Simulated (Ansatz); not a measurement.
# COF2 (carbonyl fluoride): methods side by side

COF2: 4 atoms, total charge 0, spin state singlet. As SMILES, `O=C(F)F`. Geometry: relaxed at PBE0-D4/def2-TZVP.

```tsv
atom	x (Å)	y (Å)	z (Å)
O	-1.2427	-0.1574	0.1539
C	-0.0918	-0.0116	0.0114
F	0.8455	-0.8267	0.4247
F	0.4890	0.9957	-0.5900
```

Each level gives the energy change with the C2–F3 bond stretched from 1.309 to 3.273 Å (eV). The values are calculated.

```csv
level,kind,program,value (eV),less FCI/STO-3G,CPU time (all runs)
SVWN5/STO-3G (restricted),LDA,Ansatz,6.99,+3.58,1.3 s
PBE/STO-3G (restricted),GGA,Ansatz,6.20,+2.79,2.3 s
r2SCAN/STO-3G (restricted),meta-GGA,Ansatz,6.55,+3.14,5.9 s
B3LYP/STO-3G (restricted),global hybrid,Ansatz,7.01,+3.60,2.2 s
BHLYP/STO-3G (restricted),global hybrid,Ansatz,8.59,+5.18,2.1 s
CAM-B3LYP/STO-3G (restricted),range-separated hybrid,Ansatz,8.01,+4.60,2.5 s
wB97X/STO-3G (restricted),range-separated hybrid,Ansatz,8.19,+4.78,8.6 s
MP2/STO-3G (restricted),perturbation theory,Ansatz,3.58,+0.17,0.37 s
CCSD(T)/STO-3G (restricted),coupled cluster or CI,Ansatz,2.84,-0.57,0.6 s
FCI/STO-3G,exact in the basis,Ansatz,3.41,0.00,18 s
```

FCI/STO-3G is exact within its basis and frozen core, so for wave-function methods in that basis the difference is their error; functionals converge differently with the basis, so for them it is only a difference. The first shape isn't each level's own minimum. The values span 2.84 to 8.59 eV. All rows use very small basis sets, so even the best lies far from the true value. Times are those of the runs behind each value, whatever else they computed, on shared processors of several kinds: orders of magnitude only.

Stretching the C–F bond to 3.273 Å largely uncouples its electron pair, leaving a singlet that resembles FCO and F radicals. Bonding and antibonding σ orbitals then become nearly degenerate, and a single closed-shell determinant retains too much ionic character. This missing static correlation probably explains why every restricted functional lies well above the FCI value of 3.41 eV, with the excess growing from B3LYP to BHLYP as more exact exchange enters.

MP2 comes within 0.17 eV of FCI, while CCSD(T) falls 0.57 eV below it. That order doesn't make MP2 the sounder method for bond breaking: its closeness suggests cancellation at this distance, since perturbation theory on a restricted reference fails as the orbital gap closes. The FCI cost is also well below the known strength of this C–F bond, as expected when a minimal basis can't describe the polarised, compact density around fluorine. A single stretched geometry doesn't establish the dissociation limit or the shape of the curve leading to it.
